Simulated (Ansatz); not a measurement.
HgTe: a fit and a missing row

HgTe, F-43m, a = 6.571 Å. Ansatz: r2SCAN, PAW, 500 eV, Γ-centred 12×12×12 mesh on 2 atoms, Gaussian smearing 0.10 eV; no spin polarisation. Symmetry fixes shape and atoms, so the cell is only scaled; pressure is positive in compression.

| V (Å³/atom) | P (GPa) |
| --- | --- |
| 33.337 | 2.95 |
| 34.401 | 1.36 |
| 35.465 | 0.03 |
| 36.529 | ? |
| 37.593 | -1.99 |

Task: Take V0 = 35.465 Å³/atom, count pressures from its P0 = 0.03 GPa, fit the third-order Birch–Murnaghan form to the other rows, and predict the missing pressure.

Result: With the Eulerian strain f = ½[(V0/V)^(2/3) − 1] and y = (P − P0)/[3f(1 + 2f)^(5/2)], the form is the line y = B0 + 1.5 B0 (B0′ − 4) f. Rows (f, y): 0.02106, 41.7; 0.01026, 41.1; -0.01905, 39.0. Means f = 0.004090, y = 40.600; Σ(Δf)² = 0.0008615, ΣΔfΔy = 0.05878; the slope is their ratio. y = 40.32 + 68.22 f GPa, so B0 = 40.3 GPa and B0′ = 4 + 2 × (68.22)/(3 × 40.32) = 5.13. At V = 36.529, f = -0.00976, y = 39.65 and P = -1.08 GPa. The run gave -1.07 GPa, so the fit is 0.01 GPa too low, a small miss on the scale of the series.

Spin–orbit coupling is left out, which can shift energies with elements as heavy as these.

The pressures describe a soft lattice that stiffens on compression: B0 is 40.3 GPa, and B0′ above 4 makes y rise with f. The softness fits long, polar Hg–Te bonds in an open tetrahedral network, where the relativistically contracted Hg 6s shell contributes weakly to bonding. As the bonds shorten, Pauli repulsion between the closed shells grows faster than the bonding attraction, hence the stiffening. The near-zero pressure at 6.571 Å puts the equilibrium lattice constant above the measured one, probably because the functional underbinds the Hg–Te bond; missing dispersion is one possible contribution.

The predicted pressure is an interpolation, and its 0.01 GPa miss is no larger than the last printed digit. It supports a smooth equation of state over this range, but hardly tests the fitted form, and the second decimal of B0′ carries little weight. Since HgTe is known to transform to the cinnabar structure under modest pressure, the most compressed cell probably represents metastable zinc blende, and the fit says nothing about where that transition occurs.
